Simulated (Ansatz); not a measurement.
**Equilibrium of SiH3(CH3) + C2H3F2I ⇌ SiH3I + C3H6F2 at process temperatures**

Species: SiH3(CH3) (methylsilane), singlet; C2H3F2I `FCC(F)I`, singlet; SiH3I `[SiH3]I`, singlet; C3H6F2 `CC(F)CF`, singlet. The partners trade CH3 for I: Si–CH3 and C–I bonds give way to Si–I and C–CH3.

The electronic reaction energy at CCSD(T)/def2-TZVPP is -103.2 kJ/mol. Shapes: PBE0-D4/def2-TZVP. Flexible molecules stand in one conformer, not always the lowest. Programs: Ansatz 0.2.0. Enthalpy and entropy come from rigid-rotor, harmonic-oscillator sums on unscaled PBE0-D4/def2-TZVP wavenumbers, ideal gases at 1 bar; R ln 2 is added for the mirror twin of the chiral shape of C2H3F2I, C3H6F2. Symmetry numbers: SiH3(CH3) 3, C2H3F2I 1, SiH3I 3, C3H6F2 1. R = 8.3145 J/(mol K).

| T (K) | ΔH (kJ/mol) | ΔS (J/(mol K)) |
| --- | --- | --- |
| 300 | -97.7 | -3.6 |
| 500 | -98.8 | -6.3 |
| 700 | ? | ? |

**Question.** Work out ln K at 300 and 500 K, and from these estimate it at 700 K.

**Answer.** 
1. 300 K: ΔG = -97.7 − 300 × (-3.6)/1000 = -96.6 kJ/mol; ln K = −ΔG/RT = +38.73.
2. 500 K: ΔG = -98.8 − 500 × (-6.3)/1000 = -95.6 kJ/mol; ln K = −ΔG/RT = +23.00.
3. Slope against 1000/T: (+23.00 − (+38.73))/(2.0000 − 3.3333) = +11.80, that is −ΔH/R with ΔH near -98 kJ/mol.
4. 700 K: ln K = +38.73 + (+11.80) × (1.4286 − 3.3333) = +16.25.

The full sums give ΔH = -99.6 kJ/mol, ΔS = -7.8 J/(mol K), ΔG = -94.1 kJ/mol and ln K = +16.17 at 700 K, so the line is off by +0.08 in ln K; without rounding the miss is +0.07, from the change of ΔH with temperature. The products are favoured over this whole range. An error of 10 kJ/mol in the energy moves ln K by 1.7 at 700 K. Soft modes are treated as harmonic, which can err either way at these temperatures; the lowest are those of SiH3(CH3) (198 cm⁻¹), C2H3F2I (130 cm⁻¹), C3H6F2 (124 cm⁻¹). Other conformers aren't counted. For atoms past krypton def2 sets carry core potentials with scalar relativity. Outer-core shells of I are correlated, in sets that cover them unevenly.

The exchange is driven by enthalpy: ΔG stays close to ΔH because two molecules become two others, with no net gain or loss of translational freedom. The fall in ln K from +38.73 to +23.00 is therefore the usual weakening of an exothermic driving force as RT grows, not a loss of preference for the products. The heat fits the familiar bond pattern. Iodine binds more strongly to the electropositive silicon than to carbon, while methyl gives up a Si–C bond for a C–C bond of similar strength. The fluorine on the reacting carbon probably adds to the exothermicity, since it favours an alkyl neighbour over a geminal iodine.

ΔH and ΔS both become more negative on heating, the mark of a negative heat-capacity change. This steepens the true curve towards high temperature, so the straight line overshoots at 700 K. The large positive ln K supports a strong thermodynamic preference for this exchange, but says nothing about whether it would outpace C–I homolysis or HI elimination.
